Dear colleague,

The NN lines of GaP:N converge on the A line of the isolated nitrogen from below. The mechanism fits into a $2\times2$ determinant, which I solve for you in closed form, first for two orbitals of finite size and then for point centres. The numbers also show where the model stops describing GaP.

\textbf{Conventions.} One electron, no spin. Energies are counted from the conduction-band edge, $E=-B=-\hbar^2\kappa^2/2m$ with $\kappa>0$ for a bound state, and $G(E)=(E-H_0)^{-1}$. The scattering length $a$ is defined by the zero-energy wave $\psi\to 1-a/r$, so that a shallow bound state means a large positive $a$.

\textbf{The general statement.} Let each nitrogen act through a single normalised real orbital, as in the Koster--Slater model (1954):
\begin{equation}
H=H_0+V\left(|\phi_1\rangle\langle\phi_1|+|\phi_2\rangle\langle\phi_2|\right),\qquad V<0,
\end{equation}
where $\phi_2$ is $\phi_1$ displaced by a lattice vector $\mathbf R$. The Schr\"odinger equation gives $|\psi\rangle=VG\sum_j|\phi_j\rangle c_j$ with $c_j=\langle\phi_j|\psi\rangle$. Projection on $\phi_i$ yields $c_i=V\sum_jG_{ij}c_j$. Translation symmetry makes $G_{11}=G_{22}\equiv G_{00}$, and a real $H_0$ makes $G_{12}=G_{21}\equiv G_{0R}$ real below the band. The determinant factorises:
\begin{equation}
\frac1V=G_{00}(E)\pm G_{0R}(E),\qquad c_2=\pm c_1 .
\label{gen}
\end{equation}
No orthogonality of the orbitals and no inversion centre were needed. I call the two solutions in-phase and out-of-phase.

\textbf{The smallest solvable case.} A chain or a finite cluster will not do, because there $G_{00}$ diverges at the lowest host level and any attraction binds. A threshold needs a three-dimensional band edge. Take one parabolic band, $H_0=\hbar^2k^2/2m$, and the Yamaguchi orbital
\begin{equation}
\phi(r)=\sqrt{\frac{\beta}{2\pi}}\,\frac{e^{-\beta r}}{r},\qquad |\tilde\phi(k)|^2=\frac{8\pi\beta}{(k^2+\beta^2)^2}.
\end{equation}
Then
\begin{equation}
G_{0R}=-\frac{2m}{\hbar^2}\int\!\frac{d^3k}{(2\pi)^3}\,\frac{8\pi\beta\,e^{i\mathbf k\cdot\mathbf R}}{(k^2+\beta^2)^2(k^2+\kappa^2)} .
\end{equation}
With $D=\beta^2-\kappa^2$ the integrand splits into $D^{-2}[(k^2+\kappa^2)^{-1}-(k^2+\beta^2)^{-1}]-D^{-1}(k^2+\beta^2)^{-2}$. The transforms of $(k^2+\kappa^2)^{-1}$ and $(k^2+\beta^2)^{-2}$ are $e^{-\kappa R}/4\pi R$ and $e^{-\beta R}/8\pi\beta$. Hence $G_{0R}=-(2m/\hbar^2)\,g(\kappa,R)$ with
\begin{equation}
g(\kappa,R)=\frac{2\beta\,(e^{-\kappa R}-e^{-\beta R})}{R\,D^2}-\frac{e^{-\beta R}}{D},\qquad
G_{00}=-\frac{2m}{\hbar^2}\frac{1}{(\beta+\kappa)^2},
\end{equation}
the second expression being the limit $R\to0$ of the first.

\textbf{One centre.} Write $|V|=\hbar^2(\beta+\kappa_0)^2/2m$. The condition $1/V=G_{00}$ gives $\kappa=\kappa_0$, which is a bound state only if $|V|$ exceeds $V_c=\hbar^2\beta^2/2m$. The zero-energy solution has $a=(m/2\pi\hbar^2)\,|\tilde\phi(0)|^2/[1/V-G_{00}(0)]$, that is
\begin{equation}
\frac1a=\frac\beta2\left[1-\frac{\beta^2}{(\beta+\kappa_0)^2}\right]=\frac\beta2\left[1-\frac{V_c}{|V|}\right].
\label{scat}
\end{equation}
So $a<0$ is exactly the case of an attractive centre too weak to bind.

\textbf{Two centres.} Equation \eqref{gen} becomes, without approximation,
\begin{equation}
\frac{1}{(\beta+\kappa_0)^2}-\frac{1}{(\beta+\kappa)^2}=\pm\,g(\kappa,R).
\label{fin}
\end{equation}
Multiply by $\beta^3/2$ and let $\beta\to\infty$ at fixed $\kappa_0$. The left side tends to $\kappa-\kappa_0$, \eqref{scat} gives $\kappa_0\to1/a$, and the right side tends to $\pm e^{-\kappa R}/R$:
\begin{equation}
\kappa-\frac1a=\pm\frac{e^{-\kappa R}}{R}.
\label{zr}
\end{equation}
Set $x=(\kappa-1/a)R$. Then $xe^x=\pm e^{-R/a}$, and the principal branch of the Lambert function solves it:
\begin{equation}
\kappa_\pm=\frac1a+\frac1R\,W_0\!\left(\pm e^{-R/a}\right).
\label{lam}
\end{equation}

Three consequences follow from \eqref{zr}.

(i) In-phase level. The left side rises with $\kappa$ and the right side falls, so there is one root with $\kappa>0$ if and only if $-1/a<1/R$. For $a>0$ this always holds. For $a<0$ the pair binds when $R<|a|$, and its level enters the band edge at $R=|a|$.

(ii) Out-of-phase level. It obeys $\kappa R+e^{-\kappa R}=R/a$. The left side starts at 1 and rises for $\kappa>0$, so the level is bound only for $a>0$ and $R>a$.

(iii) Convergence. For $a>0$ and $R\gg a$, $W_0(z)\simeq z$ gives
\begin{equation}
B_+-B_-\simeq 4B_0\,\frac aR\,e^{-R/a},\qquad B_0=\frac{\hbar^2}{2ma^2},
\label{split}
\end{equation}
and both levels close in on $B_0$. For $a<0$ there is no single-centre level to converge on, and the series ends.

The finite orbital tells us how far these statements depend on the limit. At $\kappa=0$ the left side of \eqref{fin} times $\beta^3/2$ equals $-1/a$ exactly, so for $a<0$ the pair binds when
\begin{equation}
\frac{1}{|a|}<\frac1R\left[1-\left(1+\tfrac12\beta R\right)e^{-\beta R}\right].
\label{thr}
\end{equation}
The rule $R<|a|$ has only exponentially small corrections, provided $a$ is the true scattering length. As $R\to0$ the right side tends to $\beta/2$, which by \eqref{scat} means $2|V|>V_c$, as it must for two coincident centres. The energies are less protected. To first order in $1/\beta$ the left side of \eqref{zr} turns into $(\kappa-\kappa_0)[1-3(\kappa+\kappa_0)/2\beta]$, which deepens the in-phase level at fixed $\kappa_0$. At small $R$, \eqref{lam} gives $\kappa R\to W_0(1)=0.567$ and a binding that diverges as $R^{-2}$, whereas \eqref{fin} saturates at $\kappa=\sqrt2(\beta+\kappa_0)-\beta$.

\textbf{Inputs.} The compiled fundamental gap of GaP is 2.27 eV (300 K; Wing 2021) and the compiled direct gap is 2.886 eV (0 K; Vurgaftman 2001), so the band edge is not at $\Gamma$ and the $\Gamma$ mass is not the one to use. The edge lies at or close to X. I take approximate X-valley masses $m_l=2\,m_e$ and $m_t=0.25\,m_e$, whose geometric mean is $m=(m_lm_t^2)^{1/3}=0.5\,m_e$, a typical lattice constant $a_L=5.45$~\AA, an assumed single-centre electron binding $B_0=10$ meV, and an illustrative $\beta=0.5$~\AA$^{-1}$ (rms radius $1/\sqrt2\beta=1.4$~\AA). Then $\hbar^2/2m=7.62$ eV\,\AA$^2$, $\kappa_0=0.0362$~\AA$^{-1}$, $V_c=1.90$ eV and $|V|=2.19$ eV, only 15 per cent above threshold. The point model with the same $B_0$ has $a=1/\kappa_0=27.6$~\AA, while \eqref{scat} gives 30.6~\AA\ for the finite orbital. The nitrogens sit on the fcc anion lattice at $\mathbf R=(a_L/2)(l_1,l_2,l_3)$, and shell $n$ has $R=a_L\sqrt{n/2}$.

\textbf{Valleys.} The lowest X states are $s$-like on the anion site, so the nitrogen orbital couples equally to the three valleys at $\mathbf K_v=(2\pi/a_L)(1,0,0)$ and its permutations. Each valley contributes its Bloch phase $\cos\mathbf K_v\!\cdot\!\mathbf R=(-1)^{l_v}$ to $G_{0R}$ and no phase to $G_{00}$. For isotropic valleys the right side of \eqref{zr} and the argument of $W_0$ in \eqref{lam} are multiplied by
\begin{equation}
s=\tfrac13\left[(-1)^{l_1}+(-1)^{l_2}+(-1)^{l_3}\right].
\end{equation}
Since $l_1+l_2+l_3$ is even, either all three are even ($s=1$, even $n$) or two are odd ($s=-1/3$, odd $n$). For odd $n$ the lower level is the out-of-phase one, and the thresholds in (i) and (ii) move from $|a|$ to $|a|/3$.

The table gives the binding of the lower level in meV, computed from the unrounded inputs. The digits serve to compare the three versions of the model with each other and belong to the model, not to GaP.

\begin{center}
\begin{tabular}{cccccc}
$n$ & $(l_1l_2l_3)$ & $R$ (\AA) & point, 1 valley & finite, 1 valley & point, 3 valleys\\ \hline
1 & 110 & 3.85 & 222 & 237 & 70\\
2 & 200 & 5.45 & 124 & 160 & 124\\
3 & 211 & 6.67 & 90 & 122 & 35\\
4 & 220 & 7.71 & 72 & 99 & 72\\
5 & 310 & 8.62 & 61 & 83 & 27\\
6 & 222 & 9.44 & 54 & 72 & 54\\
7 & 321 & 10.20 & 48 & 64 & 23\\
8 & 400 & 10.90 & 44 & 58 & 44\\
9 & 411, 330 & 11.56 & 41 & 53 & 21\\
10 & 420 & 12.19 & 38 & 49 & 38\\
\end{tabular}
\end{center}

\textbf{Comparison with the general statement.} Both one-valley columns fall monotonically towards 10 meV. All ten distances are far below $a$, so by (ii) the point model has a single level for each pair, and the series approaches its limit from the deep side only. The partner level appears beyond 27.6~\AA. At $R=3a=82.8$~\AA, \eqref{lam} gives 10.32 and 9.65 meV, a splitting of 0.67 meV against 0.66 meV from \eqref{split}. In the three-valley version the partner of an odd shell is bound beyond $a/3=9.2$~\AA, that is for $n=7$ and 9.

The finite orbital deepens the level by 7 per cent at $n=1$, 36 per cent at $n=4$ and 28 per cent at $n=10$. The first-order term $3(\kappa+\kappa_0)/2\beta$ is still 0.35 at $n=10$, so the point limit is not accurate anywhere in the series for this $\beta$. The small difference at $n=1$ is a cancellation against the $e^{-\beta R}$ terms, which act in the opposite direction and cap the binding at 0.51 eV for $R\to0$.

For a centre that does not bind alone, keep $\beta$ and $m$ and lower the strength to $|V|=0.7\,V_c=1.33$ eV. Equation \eqref{scat} gives $a=-9.33$~\AA, and \eqref{thr} puts the exact limit at 9.00~\AA. In the one-valley model both criteria bind shells 1 to 5 and release shell 6. The energies differ much more. At $n=1$, \eqref{fin} gives 15 meV and \eqref{lam} with the same $a$ gives 51 meV. The bracket in \eqref{thr} is 0.71 there, which lowers the excess of the right side over $1/|a|$ from 0.152 to 0.078~\AA$^{-1}$, and the binding goes roughly as the square of that excess. The threshold rule is robust and the depth is not.

\textbf{What rivals the effect.} Four omitted terms can be sized.

Mass anisotropy. Rescaling $x_i\to x_i\sqrt{m_i/m}$ has unit Jacobian and makes each valley isotropic, so the point model stays solvable up to one root:
\begin{equation}
\kappa-\frac1a=\pm\frac13\sum_v(-1)^{l_v}\frac{e^{-\kappa\rho_v}}{\rho_v},\qquad \rho_v^2=\sum_i\frac{m_i^{(v)}}{m}R_i^2 .
\end{equation}
For (110) the valley with phase $+1$ sees $\rho=2.725$~\AA\ and the two with phase $-1$ see 5.78~\AA. At $\kappa=0$ the sum with its factor $1/3$, in units of $2/a_L$, changes from $-0.236$ to $+0.019$. The lower level becomes in-phase and moves from 70 to 26 meV, while (200) moves from 124 to 155 meV. The longitudinal dispersion at X in GaP is typically far from parabolic, so the odd shells are uncertain even in the sign of $G_{0R}$.

The $\Gamma$ valley. The two compiled gaps differ by 0.62 eV (they refer to different temperatures, which suffices for an estimate). With the compiled $\Gamma$ mass $0.13\,m_e$ (Vurgaftman 2001) the decay constant at $E=0$ is 0.145~\AA$^{-1}$. A valley contributes to $G_{0R}$ in proportion to $m\,e^{-\kappa R}/R$. For equal Bloch amplitudes on the site, the $\Gamma$ term at $n=1$ is 0.15 of one isotropic X valley, with phase $+1$. That is a modest correction unless the X terms cancel, as they nearly do for (110). L valleys and higher bands enter the same way, and I have not estimated them.

The potential. Since $\kappa_0=\sqrt{2m|V|}/\hbar-\beta$, one has $d\ln B_0/d\ln|V|=(\beta+\kappa_0)/\kappa_0=15$. A change of $V$ by one per cent, such as the strain field of the second nitrogen might cause, shifts the single-centre binding by about 15 per cent, and the strain depends on the direction of $\mathbf R$.

The hole. You record excitons, with the hole held by the Coulomb field of the trapped electron in the Hopfield--Thomas--Lynch picture. The compiled $\varepsilon=11.1$ (Ioffe Institute) and $\gamma_1=4.05$ (Vurgaftman 2001) give an effective Rydberg $\mathrm{Ry}/\gamma_1\varepsilon^2=27$ meV and a radius $a_B\gamma_1\varepsilon=24$~\AA, before the valence-band coupling that deepens an acceptor level. For the deepest point-model level $1/\kappa=5.9$~\AA, and the hole sees nearly a point charge. For the single centre the electron is as extended as the hole. The hole term therefore changes along the series on a scale set by those 27 meV, which matches the model's shifts in the outer shells.

\textbf{Against your spectra.} As typical knowledge, not as a measurement, the deepest NN lines lie roughly 0.13 eV below the A line and the tenth lies within about 10 meV of it. The one-valley model puts the deepest level 212 meV (point) or 227 meV (finite) below the single-centre level, too deep by more than half, and the tenth 28 or 39 meV below, about three times too far or more. The isotropic three-valley model has its deepest level, (200), 114 meV down, which is the typical order, but it keeps the 28 meV at (420), so its series also converges too slowly. With $m$, $B_0$ and $\beta$ assumed, none of this tests a parameter.

Thomas and Hopfield (1966) assigned the lines, numbered by depth, to successive shells. Equation \eqref{gen} guarantees that order only when $G_{0R}$ depends on $|\mathbf R|$ alone and decreases with it, as in the one-valley columns. With X valleys the model orders the first four shells as (200), (220), (110), (211), and anisotropy separates pairs of equal length such as (411) and (330). The index of a line is thus no measure of its separation. The orientation of each pair has to come from an experiment sensitive to symmetry, such as the polarisation or the splitting pattern under uniaxial stress along $\langle100\rangle$, $\langle110\rangle$ and $\langle111\rangle$.